**Model and conventions.** One bright level $|s\rangle$ of NO$_2$ (an $a_1$ vibrational level of $\tilde A\,^2B_2$) couples with real strength $v$ to two dark levels $|l_\pm\rangle$ (high $b_2$ vibrational levels of $\tilde X\,^2A_1$). All three have $B_2$ vibronic symmetry, and rotation is ignored. Energies are in cm$^{-1}$ relative to $s$, which lies at $\tilde\nu_s$. A population decay rate $g$ gives a full width $\gamma=g/2\pi c$. The decay matrix is assumed diagonal in this basis, and both dark levels share $g_d$.

Assumed inputs: $\tau_s=1/g_s=0.30\ \mu$s (typical estimate from integrated absorption), $g_d=500$ s$^{-1}$ (infrared emission), $\Delta=10$ cm$^{-1}$, $\tilde\nu_s=20\,000$ cm$^{-1}$, and $v=10$ or $5$ cm$^{-1}$. Hence $g_s=3.33\times10^{6}$ s$^{-1}$.

**(a) Eigenstates.**
$$H=\begin{pmatrix}0&v&v\\ v&\Delta&0\\ v&0&-\Delta\end{pmatrix},\qquad \det(E-H)=E\,(E^2-\Omega^2),\qquad \Omega^2=\Delta^2+2v^2 .$$
So $E_0=0$ and $E_\pm=\pm\Omega$. With $c_n=\langle s|n\rangle$, rows 2 and 3 give $\langle l_\pm|n\rangle=vc_n/(E_n\mp\Delta)$. Normalisation yields
$$|c_0|^2=\frac{\Delta^2}{\Omega^2},\qquad |c_\pm|^2=\frac{v^2}{\Omega^2}.$$
Sharing is equal, $1/3$ each, when $v=\Delta$.

**(b) Absorption.** Only $s$ has a transition moment $\mu_s$ from the ground level, so line $n$ has strength $|c_n|^2\mu_s^2$, and $\sum_n|c_n|^2=(\Delta^2+2v^2)/\Omega^2=1$. The integrated cross-section is proportional to $\sum_n(\tilde\nu_s+E_n)|c_n|^2=\tilde\nu_s$, since $\sum_nE_n|c_n|^2=\langle s|H|s\rangle=0$. Mixing conserves it exactly.

**(c) Lifetimes.** Add $-\tfrac{i}{2}\,\mathrm{diag}(\gamma_s,\gamma_d,\gamma_d)$ to $H$. For resolved lines, first-order theory gives
$$\frac1{\tau_n}=|c_n|^2g_s+(1-|c_n|^2)\,g_d .$$
Test on the central root: put $E=-i(\gamma_d/2+y)$ and $\delta=\gamma_s-\gamma_d$. The secular equation becomes exactly
$$(y-\delta/2)(y^2+\Delta^2)+2v^2y=0,$$
and one iteration from the linear solution gives
$$y=\frac{\delta}{2}\,\frac{\Delta^2}{\Omega^2}\left[1+\frac{\delta^2\Delta^2v^2}{2\Omega^6}+\dots\right].$$
The leading width $\gamma_d+2y=\gamma_d+|c_0|^2\delta$ is the first-order formula. Here $\delta=1.8\times10^{-5}$ cm$^{-1}$, and for $v=\Delta$ the bracket's correction is $\delta^2/54\Delta^2=6\times10^{-14}$. The trace fixes $\sum_n1/\tau_n=g_s+2g_d$ exactly.

| $v$/cm$^{-1}$ | $\Omega$/cm$^{-1}$ | $\lvert c_0\rvert^2$ | $\tau_0/\mu$s | $\lvert c_\pm\rvert^2$ | $\tau_\pm/\mu$s |
|---|---|---|---|---|---|
| 10 | 17.3 | 0.333 | 0.90 | 0.333 | 0.90 |
| 5 | 12.2 | 0.667 | 0.45 | 0.167 | 1.8 |

The largest neglected term is the $\tilde\nu^3$ factor of emission. For $v=\Delta$ it changes the outer rates by about $\pm3\Omega/\tilde\nu_s=\pm0.003$ in relative terms, somewhat more for red-shifted emission.

**(d) General statement.** For $|n\rangle=c_n|s\rangle+{}$dark part, completeness gives $\sum_n|c_n|^2=1$ for any number of levels. Equal sharing among $N$ eigenstates, $|c_n|^2=1/N$, gives
$$\tau_N=\frac{N}{g_s+(N-1)g_d}.$$
The lifetime against visible emission alone is $N\tau_s$. The total lifetime is $N$-fold longer only while $(N-1)g_d\ll g_s$, here $N\ll1+g_s/g_d=6.7\times10^3$, and it saturates at $1/g_d=2.0$ ms. The row $v=\Delta$ is the case $N=3$; the row $v=\Delta/2$ shows that unequal sharing gives a spread of lifetimes at unchanged total absorption. This is the lengthening discussed by Douglas (1966).

**(e) Comparison with NO$_2$.** Typical collision-free lifetimes in the visible system are tens of microseconds or more, so the three-level model's $0.90\ \mu$s is too short by roughly two orders of magnitude. Choosing $N=200$ so as to reach that typical range gives the model values $N\tau_s=60\ \mu$s and $\tau_N=58\ \mu$s; dark decay supplies 3 % of the rate. This $N$ is fitted and effective. In the molecule many bright levels mix at once, so $|c_n|^2$ becomes the total $^2B_2$ character of $|n\rangle$, and red-shifted emission lowers $g_s$ itself below the assumed value.